## Naming the orbitals of SrTiO₃ from their positions and levels

Turning an orbital on its atom changes its energy by about 2 eV on titanium in SrTiO₃, but by only about 0.2 eV on oxygen. The levels of the two atoms themselves lie four to six eV apart. These three sizes set the scale for a practical question: can an orbital be recognised when its name has been removed?

The orbitals here are Wannier functions, localised functions that together reproduce a chosen group of bands of the crystal. They turn a large band calculation into a small model with one level for each function and hoppings, the energies that couple one function to another. Such a model is useful only if its user knows which function is which.

### Five functions without their numbers

Maximally localised Wannier functions (Ti 3d, O 2p) of SrTiO₃, computed with Ansatz 0.2.0 using PBE, PAW and plane waves to 420 eV at the r2SCAN geometry; k mesh 6×6×6, Wannier mesh 4×4×4. On-site energies and the windows (outer −10.0 to 10.89 eV, frozen −6.0 to 2.89 eV) are relative to the valence-band top. Centres are Cartesian. Candidates: 11, 9, 1, 13, 5.

```tsv
row	function spread (angstrom^2)	function on site (eV)	function x (Å)	function y (Å)	function z (Å)
A	0.631	4.410	1.953	1.953	1.953
B	0.809	2.522	1.953	1.953	1.953
C	0.951	-1.592	1.953	0.000	1.953
D	0.711	-1.770	0.000	1.953	1.953
E	0.711	-1.770	1.953	0.000	1.953
```

The columns "function x", "function y" and "function z" give the centre of each function. "Function on site" is its level, the energy of an electron held in that function alone, counted from the top of the valence band. "Function spread" is the mean square extent about the centre. Its square root is about 0.8 to 1.0 Å, roughly half the Ti–O distance.

The candidates are numbered by their place in the full model of fourteen functions. Their characters are these:

- **1** is a titanium d function of the eg kind, with lobes pointing at the oxygen neighbours.
- **5** is a titanium d function of the t2g kind, with lobes pointing between those neighbours.
- **9** is an oxygen p function lying across the Ti–O line.
- **11** is an oxygen p function lying along a Ti–O line that runs in the y direction.
- **13** is an oxygen p function lying along a Ti–O line that runs in the x direction.

### The centre names the atom

Titanium sits at the middle of the cell, where all three coordinates are 1.953 Å. A and B are centred there, so they are the two d functions. C, D and E each have one coordinate equal to zero, which places them on oxygen. This step needs only the atomic positions.

The zero also shows the direction of the bond. An oxygen with x = 0 differs from the titanium only in x, so its Ti–O line runs along x. D sits on such an oxygen, while C and E share an oxygen whose line runs along y. Candidate 13 needs an oxygen whose line runs along x. D is the only row on such an oxygen, so D must be 13.

### Symmetry settles the oxygen functions

C and E have the same centre, so position can't separate them. The cubic crystal can, because its three oxygen atoms are equivalent. A p function along the bond must have the same level and spread on each of them. E agrees with D in both columns and C in neither, so E is 11 and C is 9.

This assignment used no idea about which function should lie higher. The energy order on oxygen is therefore a result that an explanation has to meet. The function along the bond lies 0.18 eV below the one across it.

### Charges suggest the order on titanium

A simple electrostatic picture gives the sign of that difference. Start with an atom whose p functions all have the same level, and place charged neighbours around it. An electron is negative, so a lobe that points at a positive neighbour is lowered, and a lobe that points at a negative neighbour is raised. Oxygen has a positive titanium ion at each end of its bond line. The strontium ions beside that line are positive too, but they are farther away and carry a smaller charge, and the eight oxygen neighbours, as far away as strontium, offset only a little more. The p function along the line should therefore be the lower one, as found. The size fits less well. Point charges of ionic size are expected to give a splitting many times larger than 0.18 eV, so other terms must cancel most of it, for example the repulsion between the lobe along the bond and the filled 3s and 3p shells of titanium. The agreement in sign is therefore only weak support for the picture.

On titanium the charges are reversed. Its six nearest neighbours are negative oxygen ions, and the eg functions point straight at them. The t2g functions point into the gaps and avoid part of the repulsion. The higher function, A, should then be the eg candidate 1, and the lower function, B, the t2g candidate 5.

The spreads offer a second clue. On oxygen, the function along the bond has already been identified, and it is the tighter one. If the same holds on titanium, the tighter function A points along the bonds, which again makes it eg. This is an inference by likeness and weaker than the symmetry argument, but it leads to the same answer.

### Sure and ambiguous assignments

C, D and E are sure, since they follow from position and symmetry. A and B are surely titanium functions, but their order so far rests on the electrostatic argument and the likeness in spread. A count of equal levels in the whole model can decide it, because a cubic site has two eg functions and three t2g functions.

A different ambiguity would remain if all fourteen functions were candidates. The two eg functions have the same centre, level and spread, and so do the three t2g functions. The two p functions across the bond on one oxygen are equally alike. The columns identify the kind of function in these cases, but not the individual partner.

### The labels revealed

The rows with their labels:

```tsv
row	function spread (angstrom^2)	function on site (eV)	function x (Å)	function y (Å)	function z (Å)
1	0.631	4.410	1.953	1.953	1.953
2	0.809	2.522	1.953	1.953	1.953
3	0.809	2.522	1.953	1.953	1.953
4	0.631	4.410	1.953	1.953	1.953
5	0.809	2.522	1.953	1.953	1.953
6	0.711	-1.769	1.953	1.953	0.000
7	0.951	-1.592	1.953	1.953	0.000
8	0.951	-1.592	1.953	1.953	0.000
9	0.951	-1.592	1.953	0.000	1.953
10	0.951	-1.592	1.953	0.000	1.953
11	0.711	-1.770	1.953	0.000	1.953
12	0.951	-1.592	0.000	1.953	1.953
13	0.711	-1.770	0.000	1.953	1.953
14	0.951	-1.592	0.000	1.953	1.953
```

A is function 1, B is 5, C is 9, D is 13 and E is 11. All five assignments hold. On titanium, two functions share the high level and three share the low one, exactly the numbers required for eg and t2g. The count confirms the order without any appeal to charges.

Each oxygen likewise has one lower function and two higher ones. There is one direction along a bond and there are two across it, so this count also fits. The level of function 6 differs from those of 11 and 13 only in the last printed digit. This is numerical noise, because symmetry makes the three equivalent.

The full table also removes a tempting shortcut, that a tighter function is a deeper one. On oxygen the tighter function is indeed the lower. On titanium it is the higher. What the tight functions share is their direction along the bond, where the spread is about three quarters of that of the other kind on the same atom.

### What the splitting on titanium contains

The eg level lies 1.89 eV above the t2g level. It would be wrong to read this as the full ligand-field splitting, the separation that the surrounding oxygen atoms produce between the two kinds of d state. A large part of that separation normally comes from mixing between titanium d and oxygen p. Here the oxygen p functions belong to the model, so their mixing with titanium appears in the hoppings and not in the levels.

The remaining difference can have more than one source. With point charges, as used above, electrostatic repulsion raises eg. Real oxide ions are extended clouds, however, and an eg lobe that reaches into them comes closer to the oxygen nucleus, so this term is expected to shrink strongly and can even change sign. Mixing with the deeper oxygen 2s states, which are left out of the model, is a more dependable source, because it pushes eg up and leaves t2g alone. An s orbital on the bond line overlaps with an eg lobe pointing at it, while its overlaps with the positive and negative lobes of a t2g function cancel. The levels alone don't show how much each cause contributes.

The eg level is also the least secure of the four kinds. The model is made to reproduce the calculated states exactly only at the points of its mesh and within a "frozen" energy window, and this level lies 1.5 eV above the top of that window. The window ends only about 1 eV above the conduction minimum, so the eg bands are expected to lie wholly above it, and much of the t2g bands as well. Bands outside the window can be entangled with others, and the levels then depend on how they are separated; the higher eg bands are the most exposed. The bands rebuilt from the model miss the calculated ones by up to 0.26 eV in the two highest bands and 0.085 eV in the three below them, but by less than 0.01 eV in the nine lowest bands.

### From levels to a band gap

A natural first estimate of the band gap is the distance from the highest oxygen level to the lowest titanium level. The steps are short: the t2g level is 2.522 eV, the level of the p functions across the bond is −1.592 eV, and the difference is 4.114 eV. The PBE gap is 1.883 eV. The estimate is more than twice the PBE gap, so the levels can't be used as band edges.

A chain of identical atoms with one orbital each shows why. An electron confined to one atom has the on-site energy, but hopping between atoms spreads this single level into a band. One edge lies below the level and the other above it. In the crystal, the lower edge of the titanium band and the upper edge of the oxygen band move towards each other, and the gap shrinks.

The two shifts can be read directly. The conduction minimum lies 0.64 eV below the t2g level, and the valence top lies 1.59 eV above the p level. Together they account for the 2.23 eV by which the estimate is too large. Most of the correction therefore comes from the oxygen side.

The chain is a fair analogy only because titanium and oxygen functions don't mix at these two edges. At the conduction minimum all cells are in phase, and the p functions on opposite sides of a titanium atom cancel in their effect on its d functions. At the valence top, by the standard symmetry analysis of this structure, the p lobes circulate around titanium in a pattern that no d function can match. In most other states of these bands the two kinds do mix, and a chain with a single orbital is no longer enough.

The electronic-structure method sets a separate limit. PBE places the empty titanium states too close to the filled oxygen states, so its gap is smaller than the measured one. Distances between titanium and oxygen levels inherit this weakness. The identification doesn't depend on it, because it uses positions, equal levels and the order of functions on the same atom.
